A plane-wave calculation describes the electrons by waves up to a chosen kinetic energy, the wave cutoff. A higher cutoff resolves finer detail and costs more. Here the same cubic tungsten nitride was relaxed at five cutoffs from one compressed starting cell. Symmetry fixes the atomic sites, so only the cube edge can respond. The runs therefore test the volume of this structure, not its stability against distortion.

Ansatz 0.2.0, plane-wave PBE with scalar-relativistic PAW (set soft_2), without spin polarisation: cubic W3N4 (Pm-3m, 7 atoms), cell and atoms relaxed to zero pressure. All runs use a 10×10×10 k mesh, Gaussian smearing of 0.1 eV and a density cutoff four times the wave cutoff. Volume change is relative to the common starting cell (10.01 Å³ per atom). The rows are a selection that leaves out runs that failed or met a known fault of the program, so they do not show how reliably such relaxations finish.

| wave cutoff | volume per atom (Å³) | volume change (%) | length a (Å) |
| --- | --- | --- | --- |
| 200 eV | 10.776 | 7.700 | 4.225 |
| 250 eV | 10.599 | 5.940 | 4.202 |
| 300 eV | 10.702 | 6.960 | 4.216 |
| 350 eV | 10.701 | 6.960 | 4.215 |
| 420 eV | 10.700 | 6.940 | 4.215 |

**(a) Which of these volumes should not be used, and which numbers give them away?**

*Solution.* The runs at 200 and 250 eV fail, in opposite directions. Relative to the 420 eV run, the first volume is 0.7 % too large and the second 0.9 % too small. From 300 eV on, the volumes agree within 0.002 Å³ per atom, a spread too small to read as a trend.

The sign of failure is the reversal. The volume first falls by 0.177 Å³ per atom and then rises by 0.103, after which it hardly moves. A single run would not have shown this, because each relaxation ended properly, with a remaining pressure below 0.05 GPa. A small final pressure shows that the optimiser has finished its work, not that the basis is good enough.

The column "volume change" can mislead. Its values near 7 % are measured from the compressed start and are mostly genuine expansion. The plainest alarm comes from the program itself, which warned in the four runs below 420 eV that the cutoff lies under the recommended value. For the volume, the warning proves justified at 200 and 250 eV and cautious at 300 and 350 eV.

**(b) At 200 eV the energy lies 3.2 eV per atom above the 420 eV result, at 250 eV only 0.8 eV. Why does the run with the better energy have the worse volume?**

*Solution.* A relaxation looks for the volume at which the energy curve is flat. Let $E(V)$ be the energy of the cell at volume $V$ with a complete basis, and $\delta(V)$ the error made at a given cutoff. The pressure that belongs to the computed curve is

$$P = -\frac{dE}{dV} - \frac{d\delta}{dV}.$$

If $\delta$ is the same at every volume, it drops out, however large it is. Only its slope moves the minimum.

Most of the error does drop out, because it comes from the sharp parts of the electron waves close to the nuclei, which change little when the cell is stretched. The run at 300 eV shows how far this goes. Its energy is still 0.18 eV per atom above that at 420 eV, yet its volume has settled.

What remains can be seen in the starting cell, which is identical in all runs. There the pressure at 200 eV is 8.7 GPa higher than at 350 eV, and at 250 eV it is 2.9 GPa lower. The first run is pushed too far outwards and the second not far enough, which is the order of the final volumes.

The energies agree with this. From the first to the last cell of each run, the gap to the 350 eV energy shrinks by 0.14 eV per cell at 200 eV and grows by 0.07 eV at 250 eV. The last cells differ slightly in volume, but so close to the minimum this should change the energies only a little. The value at 200 eV is weak evidence, because the energy there jumps by similar amounts between neighbouring cells, so even its sign could be chance. An error that shrinks on expansion favours a large cell, and one that grows favours a small cell. These changes are tiny beside the errors themselves, about 22 and 5 eV per cell, so the size of the energy error is a poor guide to the volume.

The starting pressures give the direction of the miss but not its size, since the larger pressure error leads to the smaller volume error. What counts is the slope of $\delta$ near the final volume, and at 200 eV it must have weakened on the way there. Why the slope changes sign between the two cutoffs remains open. The density cutoff was raised together with the wave cutoff, so these runs cannot tell which of the two cutoffs is to blame. The spacing of the density grid, however, does not explain the miss at 250 eV: the run at 300 eV uses the same 24×24×24 grid, and there the volume error is all but gone.

The same reasoning carries over to other solids. The relative volume error is roughly the pressure error near the final volume divided by the stiffness. This nitride is stiff: about 27 GPa belongs to a compression of 6.5 %. In a softer crystal the same pressure error would spoil the volume more.

**(c) One possible source of error in such relaxations is Pulay stress. Does it explain these errors?**

*Solution.* Pulay stress arises when the set of waves is kept while the cell grows. The same waves are stretched over a larger box, so they resolve less and the energy rises artificially. A pressure taken from that energy pulls the cell inwards and gives volumes that are too small. This could suit the 250 eV run, but not the 200 eV run.

The relaxation steps show the effect at work. At 250 eV the energy climbs by 0.71 eV per cell during the first four steps, while the cell expands to relieve its pressure. It then drops by 0.98 eV in the next step, as it should when the set of waves is renewed for the larger cell. Had the program followed the climbing energy, it would have shrunk the cell.

Which energy does the reported pressure follow, then? A simple estimate tests whether it is the energy at the nominal cutoff. If the pressure falls evenly to zero, the energy released is half the starting pressure times the volume gained. At 250 eV the starting volume is $10.599/1.0594 = 10.005$ Å³ per atom, so the seven atoms gain $7\times(10.599-10.005)=4.16$ Å³. With a starting pressure of 24.2 GPa, and 160 GPa for 1 eV/Å³,

$$\tfrac12\times\frac{24.2}{160}\times 4.16 \approx 0.31\ \text{eV}.$$

The computed energy drop between the first and last cell is 0.32 eV. The same estimate is 6 % too high at 350 eV and 13 % too high at 200 eV; no constant was adjusted, and the printed output lists all three cases. The reported pressure thus roughly follows the energy at the nominal cutoff, which suggests that the program already corrects for most of the Pulay stress. What is left is then probably in the main the distortion of the energy curve itself, described in (b), though the estimate is too coarse to exclude a remainder of Pulay stress.

At 200 eV this curve is not even smooth. The ninth step, still under 5.9 GPa, has an energy 0.045 eV per cell lower than the final cell. A likely reason is that waves enter the set in discrete steps as the cell grows. Each addition lowers the energy, and between additions the stretched waves let it climb again. At so low a cutoff these ups and downs can be large enough for a smaller cell to lie lower by chance. "Relaxed" then means only that the pressure has vanished, not that the lowest energy has been found.

For practical work, a cutoff should be judged by the quantity that is needed. As far as the cutoff is concerned, a volume can be trusted once further increases leave it unchanged, as happens here from 300 eV. A total energy needs more: between 350 and 420 eV it still falls by 0.03 eV per atom, and no higher cutoff is at hand to show where it settles.

Numerical output:

```
Distance from the 420 eV row and final pressure:
     row  volume difference in A3 per atom  volume difference in %  energy difference in eV per atom  final pressure in GPa
  200 eV                             0.076                  0.7103                             3.241                0.02928
  250 eV                            -0.101                 -0.9439                            0.7804                0.04303
  300 eV                             0.002                 0.01869                            0.1779                0.04281
  350 eV                             0.001                0.009346                           0.03293                0.00257
  420 eV                                 0                       0                                 0               0.008873
Energy difference at 200 eV divided by that at 250 eV: 4.152
Starting pressure at 200 eV less that at 350 eV in GPa: 8.722
Starting pressure at 250 eV less that at 350 eV in GPa: -2.875
Energy drop from start to end at 200 eV in eV per cell: 0.5315
Half starting pressure times volume gained at 200 eV in eV per cell: 0.6027
Energy drop from start to end at 250 eV in eV per cell: 0.3196
Half starting pressure times volume gained at 250 eV in eV per cell: 0.3144
Energy drop from start to end at 350 eV in eV per cell: 0.3885
Half starting pressure times volume gained at 350 eV in eV per cell: 0.4121
Change of the 200 eV energy error against 350 eV from start to end in eV per cell: -0.143
Change of the 250 eV energy error against 350 eV from start to end in eV per cell: 0.0689
Energy change over first four steps with old set at 200 eV in eV per cell: 2.862
Energy change over first four steps with old set at 250 eV in eV per cell: 0.7135
Energy change over first four steps with old set at 350 eV in eV per cell: -0.2373
Energy change on renewing the set at 200 eV in eV per cell: -3.191
Energy change on renewing the set at 250 eV in eV per cell: -0.9823
Energy change on renewing the set at 350 eV in eV per cell: -0.1476
Final energy at 200 eV less that of its ninth step in eV per cell: 0.0451
```
